Take a semiconductor with two valence edges of nearly equal energy and two conduction edges of nearly equal energy, and count the ways in which an electron can cross its gap. There are four, and the gap is the smallest of them. Now let each crossing energy change in proportion to strain, each with its own slope. Where such lines cross, the smallest of them is no longer one line but a roof, with a ridge at each point where the lowest crossing changes hands. A roof can fall on both sides of its top even though no single line does so.

WS2 under strain (3 atoms per cell, P-6m2, unstrained a = 3.146 Å, c = 16.953 Å), computed with Ansatz 0.2.0 using PBEsol, scalar-relativistic plane-wave PAW, no spin polarisation, a 420 eV cutoff, a 12×12×2 k mesh and Gaussian smearing of 0.02 eV. Atoms are relaxed in every row; changes are relative to the unstrained cell, and gaps are taken on the k mesh.

| strain kind | strain (%) | cell freedom | energy change (meV/atom) | a change (%) | band gap (eV) | gap kind |
| --- | --- | --- | --- | --- | --- | --- |
| biaxial ab | -4.5 | length and tilt of c free | 73.8 | -4.50 | 1.716 | indirect |
| biaxial ab | -3.0 | length and tilt of c free | 31.7 | -3.00 | 1.826 | indirect |
| biaxial ab | -1.5 | length and tilt of c free | 7.7 | -1.50 | 1.928 | indirect |
| biaxial ab | 1.5 | length and tilt of c free | 7.3 | 1.50 | 1.648 | indirect |
| biaxial ab | 3.0 | length and tilt of c free | 28.2 | 3.00 | 1.275 | indirect |
| biaxial ab | 4.5 | length and tilt of c free | 61.6 | 4.50 | 0.941 | indirect |
| clamped c | -4.5 | cell held, only c stretched | 0.0 | 0.00 | 1.936 | direct |
| clamped c | -3.0 | cell held, only c stretched | 0.0 | 0.00 | 1.936 | direct |
| clamped c | -1.5 | cell held, only c stretched | 0.0 | 0.00 | 1.936 | direct |
| clamped c | 1.5 | cell held, only c stretched | 0.0 | 0.00 | 1.936 | direct |
| clamped c | 3.0 | cell held, only c stretched | 0.0 | 0.00 | 1.936 | direct |
| clamped c | 4.5 | cell held, only c stretched | 0.0 | 0.00 | 1.936 | direct |

The cell contains one sheet of WS₂, a plane of tungsten between two planes of sulphur, with a wide vacuum above it. The simple rule for such a sheet is that a wider lattice has a smaller gap, because overlap weakens with distance and the levels that it splits draw together. The unstrained gap is 1.936 eV, as the clamped rows at the foot of the table give it. Three rows break the rule, the three compressed ones: each has a narrower lattice and yet a smaller gap.

A smooth yardstick for the breaks comes from the same runs: the smallest direct gap, for which the electron keeps its wavevector. In the unstrained sheet it lies at K, the corner of the Brillouin zone. It follows the simple rule at every step, falling from 2.60 eV at the strongest compression to 1.39 eV at the strongest tension. What has to be explained is the distance by which the true gap drops below it.

**Compression, from −4.5 to −1.5 %**

At −1.5 % the gap seems hardly to have moved, since it is only 0.008 eV below the unstrained value. That near-equality hides a change of state. The smallest direct gap has risen to 2.17 eV, so the true gap already lies 0.24 eV beneath it. At −3 % the distance is 0.60 eV.

The recorded band edges name the cause. In all three compressed rows the highest occupied level is still at K, but the lowest empty level has moved to a valley midway between K and the zone centre Γ, usually called Q. Between −1.5 and −3 % the direct gap gains 0.26 eV, as the simple rule demands. Over the same step the conduction edge at K climbs by 0.36 eV relative to Q. The gap, now measured to Q, therefore shrinks by 0.10 eV.

This reading takes the smallest direct gap of the strained sheets to lie at K, as it does without strain; the runs do not record its place. The smooth change from −3 % up to the strongest tension supports the assumption. At −4.5 % it probably fails. Going from tension to compression, the steps of the direct gap grow evenly, 0.15, 0.18, 0.21, 0.23 and 0.26 eV for each 1.5 % of strain, so a last step of about 0.29 eV would be expected; the runs give 0.17 eV. The yardstick itself breaks here by about 0.1 eV, as it would if the smallest direct gap had moved away from K. The distance of 0.88 eV found there is thus only a lower bound on how far the K edge stands above Q; the even course would put it near 1.0 eV.

At −1.5 % the edge at K lies above Q by about nine times the thermal energy at room temperature, so added electrons would sit almost entirely in the Q valleys, although the size of the gap has hardly moved.

**Through zero strain**

Between −1.5 and +1.5 % the lowest crossing changes hands twice. In the compressed rows it runs from K to Q, in the unstrained sheet from K to K, and in the stretched rows from Γ to K, naming the valence edge first. The simple model is

$$E_\mathrm{gap}(s)=\min\left(E_{KQ},\,E_{KK},\,E_{\Gamma K}\right),\qquad E_i(s)\approx E_i(0)+k_i s,$$

where $s$ is the in-plane strain in per cent (the column "a change"), $E_i$ is one of the crossing energies and $k_i$ is its slope. The fourth crossing, from Γ to Q, would need both outer edges to win in the same sheet. Here one wins only under compression and the other only under tension.

The model allows an estimate of how close the K-to-Q crossing lies in the unstrained sheet, where it is hidden behind the direct gap. From −3 to −1.5 % the gap rises from 1.826 to 1.928 eV, a step of 0.102 eV. One more equal step leads to zero strain and gives 1.928 + 0.102 = 2.030 eV. That is 0.09 eV above the unstrained gap.

The unstrained sheet played no part in this estimate, and it provides a modest test. Since its gap is direct, the hidden crossing has to come out above 1.936 eV, and it does. The same construction from the stretched side puts the Γ-to-K crossing at 2.02 eV. Neither branch is quite straight, so both margins are best read as roughly 0.1 eV.

These small margins are the reason why the breaks come so early. The unstrained sheet has a direct gap, but two indirect crossings wait just above it, one favoured by compression and the other by tension. No row falls on the top of the roof, but the runs bracket it. The K edge stands 0.24 eV above Q at −1.5 % and about 0.09 eV below it at zero strain, so a straight line between the two puts the ridge near −0.4 %, with a gap of about 2.0 eV. On the stretched side the same reasoning lets Γ overtake K somewhat before +1 %. The k mesh samples the line from Γ to K only at its quarters and may miss the bottom of the Q valley. Such a miss makes every crossing to Q too large, so the K-to-Q margin may be smaller than estimated and the ridge closer to zero strain.

**Tension, from +1.5 to +4.5 %**

The stretched rows obey the rule in sign but overshoot it in size. At +4.5 % the gap has lost about half of its unstrained value, 4.5 times the loss at the same compression. The highest occupied level is now at Γ in all three rows. The lowest empty level is recorded at K for +3 %, and the smooth course suggests that it is there in the other two as well. The run at +1.5 % gave a warning of a rough exchange–correlation potential in thin density, but its energy and its direct gap fit smoothly between those of its neighbours.

The steepness has two sources that add. From +1.5 to +4.5 % the direct gap falls by 0.11 eV for each per cent of strain. Meanwhile the valence edge at Γ rises relative to the one at K by 0.12 eV per per cent. Together they give the observed fall of 0.24 eV per per cent, within rounding. Under compression the corresponding two shifts oppose each other, which is why that side of the roof is so much gentler.

Why should edges of one and the same sheet respond so differently to one and the same strain? The standard picture of these sheets answers with interference. At Γ the electron wave has the same phase in every cell, so the three sulphur neighbours above a tungsten atom act together. Their out-of-plane p orbitals then mix with the tungsten orbital that points along the sheet normal, $d_{z^2}$, and this mixture forms the valence edge at Γ.

At K the phases on those three neighbours differ by a third of a turn, and the same coupling cancels. The valence edge there is built from tungsten d orbitals lying in the plane, and the conduction edge from $d_{z^2}$ mixed with in-plane sulphur orbitals. At Q the symmetry is lower, and the conduction edge blends both kinds of d orbital. Each edge thus depends on its own set of overlaps, and strain changes these overlaps by different amounts because it alters bond angles as well as distances.

This picture explains why the edges need not move together. It does not by itself settle which of them gains, since that depends on a balance between tungsten–tungsten and tungsten–sulphur coupling. The direction is taken here from the computed levels. The orbital make-up itself is general knowledge about these sheets and was not analysed in these runs.

The label "indirect" at +1.5 % deserves doubt. The calculation leaves out spin–orbit coupling, which in a WS₂ sheet raises the valence edge at K by roughly 0.2 eV and leaves the one at Γ unsplit. In this row Γ leads by only 0.08 eV, so a real sheet would probably still have a direct gap. At +3 % the lead is 0.27 eV and would probably survive, though narrowly. Under compression the same lift does not affect the choice between K and Q, because both crossings start from the valence edge at K. Spin–orbit coupling also splits the conduction edge at Q, however, and more strongly than the one at K. This would favour Q further. The expected lowering is about as large as the margin estimated above for the unstrained sheet, so at this level of theory K and Q could end up almost level there.

Of the two directions, tension costs far more of the gap. A stretch of 1.5 % takes 0.29 eV from the computed gap, and every further per cent takes about 0.24 eV more. With spin–orbit coupling the starting gap would be smaller and the first part of the fall gentler. The functional also makes gaps too small in general, so the changes are a better guide than the absolute values.

**The energy column**

The energy change shows no trace of these switches. Divided by the square of the strain, it drifts evenly from 3.6 meV per atom at −4.5 % to 3.0 meV per atom at +4.5 %, with the strain in per cent. This slow drift is ordinary anharmonicity: bonds resist squeezing more than stretching. The switches leave no mark because Γ and K are both filled at the valence edge, and K and Q are both empty at the conduction edge. A change in their order alters which level is outermost but not which levels are occupied.

**The clamped rows**

In the last six rows the cell is stretched or squeezed along c alone, and the gap and the energy stay the same to the last printed digit. The sheet does not fill the cell in that direction. Once the atoms have relaxed, it has recovered its own thickness and only the vacuum has changed. These rows are six copies of the unstrained sheet, which makes them a good reference for the gap but no measure of stiffness along c. For the same reason, the freedom of c in the biaxial rows has no bearing on their gaps.

In bulk WS₂, where sheets touch, the same six strains would not leave the gap alone. The out-of-plane sulphur orbitals of neighbouring sheets overlap across the space between them. The edges at Γ and Q contain such orbitals, so the contact splits them: the highest valence level at Γ is pushed up and the lowest conduction level at Q is pushed down. The edges at K hardly feel it. Stacking therefore favours the two indirect competitors that wait just above the direct gap of the single sheet, and bulk WS₂ is indeed an indirect semiconductor without any strain.
